When a level of a thin iridium slab carries nearly all its weight in the outer atomic planes, is it a surface state? And when two levels have exactly the same energy, are they one state on the top face and its copy on the bottom face? Both conclusions are tempting for the (100) face, and both can be wrong. A slab of six planes produces equal energies and large outer weights by its shape alone.

Calculated values. Ansatz 0.2.0, scalar-relativistic PBE without spin polarisation, plane waves (420 eV) with PAW; relaxed six-plane Ir(100) slab, Gamma-centred 13×13×1 k mesh, Gaussian smearing of 0.1 eV. Levels b lie below and a above the Fermi level; outer weights are Löwdin weights on the two outer planes of both faces, averaged over levels within 1.5 meV and not renormalised.

```tsv
point label	point a (reciprocal cell vectors)	point b (reciprocal cell vectors)	level b1 from the Fermi level (eV)	outer orbital weight b1	level b2 from the Fermi level (eV)	outer orbital weight b2	level a1 from the Fermi level (eV)	outer orbital weight a1
X	0.5000	0.0000	-0.470	0.380	-0.470	0.380	0.390	0.920
between	0.4167	0.0000	-0.330	0.420	-0.920	0.540	0.260	0.880
between	0.3333	0.0000	-0.140	0.940	-0.270	0.720	0.170	0.460
between	0.2500	0.0000	-0.350	0.660	-0.680	0.480	0.300	0.660
between	0.1667	0.0000	-0.100	0.640	-0.360	0.340	0.430	0.980
between	0.0833	0.0000	-0.030	0.400	-0.040	0.540	0.490	0.400
G	0.0000	0.0000	-0.280	0.480	-0.660	0.520	0.370	0.320
between	0.0833	0.0833	-0.170	0.680	-0.620	0.780	0.370	0.900
between	0.1667	0.1667	-0.350	0.840	-0.560	0.640	0.380	0.740
between	0.2500	0.2500	-0.200	0.660	-0.640	0.580	0.300	0.800
between	0.3333	0.3333	-0.020	0.640	-0.410	0.600	0.290	0.620
between	0.4167	0.4167	0.000	0.840	-0.270	0.940	0.090	0.800
M	0.5000	0.5000	-0.030	0.940	-0.030	0.940	0.540	0.580
between	0.5000	0.4167	-0.170	0.920	-0.170	0.920	0.270	0.700
between	0.5000	0.3333	-0.250	0.830	-0.250	0.830	0.410	0.780
between	0.5000	0.2500	-0.030	0.820	-0.030	0.820	0.850	0.520
between	0.5000	0.1667	-0.360	0.900	-0.360	0.900	0.550	0.610
between	0.5000	0.0833	-0.370	0.640	-0.370	0.640	0.320	0.680
```

The levels b1 and b2 are the first and second below the Fermi level, and a1 is the first above it. The numbers a and b give the position in the surface zone: G is its centre, X the middle of an edge and M a corner. The outer weight is the share of a level found on the atomic orbitals of the two outermost planes of both faces together. That makes four planes out of six, so a level spread evenly through the slab already scores 0.67. The mean over all the tabulated levels is 0.69, and a value near two thirds is therefore no sign of a surface state.

**What a surface state is, and what imitates it**

An atom in the outermost plane has lost four of its twelve neighbours, and its d levels are shifted in energy and spread over a narrower range than those inside the metal. If such a level lies at an energy where the bulk has no state of the same symmetry and the same wave vector along the surface, the electron cannot travel inwards. Its wave then dies out within a few planes, and this is a true surface state. If the bulk does offer a matching state, the wave leaks inwards and is at most a resonance.

In a thin slab there is a third possibility. An ordinary bulk wave is reflected at both faces and becomes a standing wave, like that of a string with fixed ends. Some standing waves have their quiet place in the middle of the slab, so most of their weight lies in the outer planes although nothing binds them to the surface.

**Why the levels pair from X to M**

In all seven rows with a = 0.5, b1 and b2 have the same energy, and in no other row do they coincide. The reason lies in the stacking. Each plane is shifted against the next by half a cell along both edges, so an atom has neighbours to its left and right in the next plane. On the zone edge the wave changes sign from one cell to the next, and these two neighbours pull with opposite signs. The coupling of an orbital to its own kind in the next plane cancels.

What survives is coupling between orbitals that are even and orbitals that are odd under exchange of left and right. The levels therefore fall into two separate sets: one has even orbitals on planes 1, 3 and 5 and odd ones on planes 2, 4 and 6, and the other has them the other way round. Turning the slab over, with a shift of half a cell, changes one set into the other. Every level thus has a twin of the same energy, whether it lives at the surface or deep inside.

The two ends of the line show how little the pairing has to do with the surface. The pair at M has an outer weight of 0.94, far above the even share, while the pair at X has only 0.38, far below it. Both are perfect pairs.

The row (0.0833, 0) looks like an exception, since b1 and b2 lie only 0.01 eV apart there. But this point is close to the zone centre, where the cancellation is almost absent, and the two levels have different outer weights, 0.40 and 0.54. They are not a forced pair, only two levels that happen to come close. Everywhere else away from the edge the spacing is at least 0.13 eV.

**How much outer weight a standing wave can have**

The simplest estimate puts one orbital on each plane and couples only adjacent planes. The amplitude on plane j is then proportional to sin(πmj/7), where m = 1, 2, 3 and so on counts the half-waves that fit into the slab. For m = 2 the squares on the six planes are 0.61, 0.95, 0.19, 0.19, 0.95 and 0.61, with the sum 3.5. The outer four contribute 3.12, and 3.12/3.5 = 0.89.

A wave that belongs entirely to the bulk can therefore show an outer weight of 0.89. With m = 1 it shows 0.46, and with m = 3 it shows 0.65. The estimate takes no number from the table, so every row can be held against it. Most of the scatter between one half and nine tenths needs no surface state at all.

On the zone edge the ceiling is less certain. Like orbitals in adjacent planes no longer couple there, and a wave can cross the slab in two ways. If it passes through even and odd orbitals in turn, the outer shares are the same as before and the ceiling stays at 0.89. If it passes directly between like orbitals two planes apart, it runs over planes 1, 3 and 5 alone. With its node on plane 3, all its weight then sits on planes 1 and 5 and the outer share is 1. The 0.94 of the pair at M, which at first sight suggests a surface state, lies between these two limits, so the weight alone cannot tell whether it is one. The same holds for a1 at X with 0.92.

How far this edge effect reaches into the zone follows from the coupling between like orbitals in adjacent planes, which varies as cos(πa)·cos(πb). It is 1 at G and 0 on the edge. At (0.4167, 0.4167), next to M, it is only 0.07, so the 0.94 of b2 in that row has to be judged like the pair at M.

**Which levels remain as candidates**

Two levels lie clearly above 0.89 at points where adjacent planes still couple well: b1 at (0.3333, 0) with 0.94 and a1 at (0.1667, 0) with 0.98. They are the better candidates for surface states or resonances. The excess is below 0.1, however, and real d levels mix several orbitals, which can push a standing wave beyond the simple ceiling. A state held tightly at the surface should also have a close twin from the other face. For b1 at (0.3333, 0) there is none: the nearest level, b2, lies 0.13 eV lower and has a weight of only 0.72, which speaks against a tightly held state. For a1 at (0.1667, 0) the test stays open, because the table does not list the second level above the Fermi level. The 0.90 of a1 at (0.0833, 0.0833) lies practically on the ceiling and decides nothing.

The estimate also fails at the low end. Away from the zone edge five levels lie below its smallest share of 0.46, down to 0.32 for a1 at G, and on the edge the pair at X does so too, with 0.38. Mixing of orbitals is one possible reason. Another is that part of a level may lie in the vacuum or in the 6p shell, which the set of atomic orbitals lacks. Over all occupied levels this loss is only about 2% of the valence electrons, but a single level, above all an empty one, can lose much more. A low weight is therefore weaker evidence for an inner state than it seems.

**The jump at (0.5, 0.25)**

Along the line from X to M, b1 rises at (0.5, 0.25) to −0.03 eV, well above its value in the two neighbouring rows. The level a1 rises in the same row, to 0.85 eV. The names b1 and a1 are ranks counted from the Fermi level, not labels of a band that can be followed from point to point. If one more pair has slipped below the Fermi level here, it takes over the name b1, and the next higher level becomes a1. Both ranks then move up together, as they do. The neighbouring rows fit this picture. A single pair could fall from 0.41 eV at (0.5, 0.3333) through −0.03 eV to −0.36 eV at (0.5, 0.1667), while its outer weight grows smoothly from 0.78 through 0.82 to 0.90. This is the likely reading rather than an established one, and a finer row of points would settle it.

**What to do about it**

Make the slab thicker before calling a level a surface state. In twelve planes the even share of the outer four falls to one third, and standing waves lose outer weight accordingly, while a true surface state keeps its own. Then try an odd number of planes. Turning the slab over no longer exchanges the two sets, so the forced twins on the zone edge separate, except for pairs that the fourfold axis keeps together at M. A real surface state still comes as two nearly equal levels, because it has two faces to live on. Comparison with the bulk bands at the same point of the surface zone finally separates a surface state from a resonance.

Energies close to the Fermi level need similar care. The pair at M lies at −0.03 eV, inside the smearing of 0.1 eV, and spin-orbit coupling, which is left out here, amounts to a few tenths of an eV in the 5d shell of iridium. It can change the order of the levels and split the pairs between X and M. A measured spectrum must also come from the unreconstructed face, since the clean (100) surface of iridium prefers a denser, nearly hexagonal top layer. The run also carries a warning that the exchange-correlation potential is rough in the thin density outside the slab, so levels that reach far into the vacuum are less certain. The output below lists the spacings, the coupling factors and the standing-wave shares.

The analysis program printed:

```
Pairing and coupling of like orbitals in adjacent planes:
      row       a       b  b1 less b2 (eV)  coupling factor
        X     0.5       0                0                0
  between  0.4167       0             0.59           0.2587
  between  0.3333       0             0.13           0.5001
  between    0.25       0             0.33           0.7071
  between  0.1667       0             0.26            0.866
  between  0.0833       0             0.01            0.966
        G       0       0             0.38                1
  between  0.0833  0.0833             0.45           0.9331
  between  0.1667  0.1667             0.21           0.7499
  between    0.25    0.25             0.44              0.5
  between  0.3333  0.3333             0.39           0.2501
  between  0.4167  0.4167             0.27          0.06693
        M     0.5     0.5                0                0
  between     0.5  0.4167                0                0
  between     0.5  0.3333                0                0
  between     0.5    0.25                0                0
  between     0.5  0.1667                0                0
  between     0.5  0.0833                0                0
mean outer weight of all tabulated levels: 0.6869
even share of four planes out of six: 0.6667
six-plane standing wave, no node, outer share: 0.4569
six-plane standing wave, one node, outer share: 0.8924
six-plane standing wave, two nodes, outer share: 0.6507
three-plane standing wave (X-M), no node, outer share: 0.5
three-plane standing wave (X-M), one node, outer share: 1
second smallest b1-b2 spacing off the line X-M (eV): 0.13
weight of the X pair less even share: -0.2867
weight of the M pair less even share: 0.2733
weight of b1 at (0.3333, 0) above the six-plane ceiling: 0.04757
weight of a1 at (0.1667, 0) above the six-plane ceiling: 0.08757
b1 at (0.5, 0.25) above b1 at (0.5, 0.3333) and, next line, (0.5, 0.1667) (eV): 0.22
b1 at (0.5, 0.25) above b1 at (0.5, 0.1667) (eV): 0.33
a1 at (0.5, 0.25) above a1 at (0.5, 0.3333) (eV): 0.44
a1 at (0.5, 0.25) above a1 at (0.5, 0.1667) (eV): 0.3
electrons missed by the atomic orbitals, percent of the 54 valence electrons: 2.09
```
